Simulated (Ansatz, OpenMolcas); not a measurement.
## Errors in the dipole moment

6 molecules without hydrogen; the dipole moment in D, computed less measured. Shapes, held fixed at every level: PBE0-D4/def2-TZVP. No vibrational averaging. Dipoles are compared by magnitude; molecules under 1 D, whose direction can flip, are left out. Programs: Ansatz 0.2.0, OpenMolcas 26.06. Measured values: NIST CCCBDB.

Levels: A = r2SCAN-D4/def2-TZVPP; B = B3LYP/6-31G* (Cartesian functions); C = B3LYP-D4/def2-TZVPP; D = wB97M-V/def2-TZVPP.

```tsv
molecule	measured	A	B	C	D
BrF (bromine fluoride)	1.42	-0.17	-0.09	-0.02	+0.02
NS (Mononitrogen monosulfide)	1.81	-0.01	-0.08	+0.08	+0.11
SF2 (sulfur difluoride)	1.05	-0.12	+0.09	+0.07	+0.10
SO2 (sulfur dioxide)	1.63	-0.05	+0.08	+0.10	+0.17
AsF3 (arsenic trifluoride)	2.59	-0.28	-0.32	-0.06	-0.06
C2F3N (cyanotrifluoromethane)	1.33	+0.16	+0.15	+0.07	+0.07
```

(1) Sum up the errors.

Answers

(1) 
```json
{"level": "r2SCAN-D4/def2-TZVPP", "kind": "meta-GGA", "mean error": "-0.078", "mean absolute error": "0.132", "worst case": "AsF3"}
{"level": "B3LYP/6-31G* (Cartesian functions)", "kind": "global hybrid", "mean error": "-0.028", "mean absolute error": "0.135", "worst case": "AsF3"}
{"level": "B3LYP-D4/def2-TZVPP", "kind": "global hybrid", "mean error": "+0.040", "mean absolute error": "0.067", "worst case": "SO2"}
{"level": "wB97M-V/def2-TZVPP", "kind": "range-separated hybrid", "mean error": "+0.068", "mean absolute error": "0.088", "worst case": "SO2"}
```

On this set B3LYP-D4/def2-TZVPP has the smallest mean absolute error and B3LYP/6-31G* (Cartesian functions) the largest. Without AsF3 the largest would be that of r2SCAN-D4/def2-TZVPP. r2SCAN-D4/def2-TZVPP is too low in 5 of 6; B3LYP-D4/def2-TZVPP is too high in 4 of 6; wB97M-V/def2-TZVPP is too high in 5 of 6. The levels differ in basis as well as in method. The tabulated value of C2F3N is in doubt (older tables, estimates, or at odds with other calculations) and kept here. Over the 5 molecules whose values aren't doubted the mean absolute errors are A 0.126; B 0.132; C 0.066; D 0.092. The smallest two are near a tie. The largest two are near a tie. Open shells run unrestricted. Relativity is left out for As, Br. The set is small.

In the triple-zeta basis, the computed dipole grows from r2SCAN to B3LYP in every molecule except C2F3N, where it falls. wB97M-V raises it slightly further in four molecules and leaves AsF3 and C2F3N unchanged. The order probably reflects exact exchange, which holds more charge on the electronegative atom, where a semilocal functional spreads it too evenly along a polar bond. C2F3N fits the same picture: its CF3 and CN groups pull in opposite directions, so more polar C–F bonds reduce the net moment.

The D4 term does not alter the density, so the two B3LYP columns isolate the effect of the basis. It is very uneven: AsF3 moves from -0.32 to -0.06 and NS changes sign, while SF2 and SO2 hardly move. The small mean error of B3LYP/6-31G* therefore comes from cancellation between molecules, not from an accurate density. As neither basis family used here includes diffuse functions, the remaining errors of the hybrids can't be assigned to the functionals alone.
